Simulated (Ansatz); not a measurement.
# Nb2AlC: the change of energy above lowest point with volume scale

All results are calculated (Ansatz 0.2.0). Free energy against uniform scaling of the volume at fixed shape and fractions; periodic cell, basis, potentials, k mesh and filling as listed.

The cell before it is scaled or strained (space group P6_3/mmc, No. 194):
```
Nb2AlC
1.0
      3.1226     0.0000     0.0000
     -1.5613     2.7042     0.0000
      0.0000     0.0000    13.9381
Al Nb C
2 4 2
Direct
  0.33333 0.66667 0.75000
  0.66667 0.33333 0.25000
  0.33333 0.66667 0.08975
  0.66667 0.33333 0.58975
  0.66667 0.33333 0.91025
  0.33333 0.66667 0.41025
  0.00000 0.00000 0.00000
  0.00000 0.00000 0.50000
```

Settings of every row: functional LDA; dispersion none; potentials PAW; wave cutoff 500 eV; density cutoff 2000 eV; k mesh 10x10x2; k shift 0x0x0; occupations fermi dirac; smearing width 0.1 eV; spin none.

Limits: coarse k mesh, up to 40 meV an atom off; the cell comes from a prototype or a list of computed structures and needn't be the stable phase.

| row | volume scale | V (Å³/atom) | energy above lowest point (meV/atom) |
| --- | --- | --- | --- |
| 1 | 0.94 | 13.829 | 2 |
| 2 | 0.96 | 14.123 | 0 |
| 3 | 0.98 | 14.418 | 6.4 |
| 4 | 1 | 14.712 | 20.3 |
| 5 | 1.02 | 15.006 | ? |
| 6 | 1.04 | 15.3 | 67.9 |
| 7 | 1.06 | 15.595 | 100.2 |

Question: what energy above lowest point should row 5 give?

Worked fit of energy above lowest point. Take u = (V_r/V)^(2/3) − 1 with V_r = 14.565 Å³ an atom, which is twice the finite (Eulerian) strain; such expansions in the strain, on which the Birch-Murnaghan equation of state is built, carry the rest volume and the bulk modulus. The shown rows have u = 0.03517, 0.02076, 0.00679, -0.00667, -0.03229, -0.04453. Least squares give energy above lowest point = 12.48 − 1036.4 × u + 20986 × u² meV/atom; a straight line predicts inner rows, each left out in turn, worse (root mean square 13 against 0.062 meV/atom). The rows lie off it by 0.0, 0.0, 0.0, 0.0, 0.1, 0.0. Its lowest point lies at u = 0.0247, or V = 14.04 Å³ an atom, and the curvature there gives the bulk modulus at fixed shape and fractions, B = (4/9)(1 + u)² E″(u)/V = 223 GPa. Letting shape and atoms relax would as a rule lower it, by much in layered, chain or molecular crystals. The withheld row has u = -0.01969, so the fit gives 12.48 − 1036.4 × (-0.01969) + 20986 × (-0.01969)² = 41.0 meV/atom.

The calculation gave 41.1 meV/atom. The fit lies 0.1 meV/atom (0.1 % of the column's range) below it, one unit of the last digit.
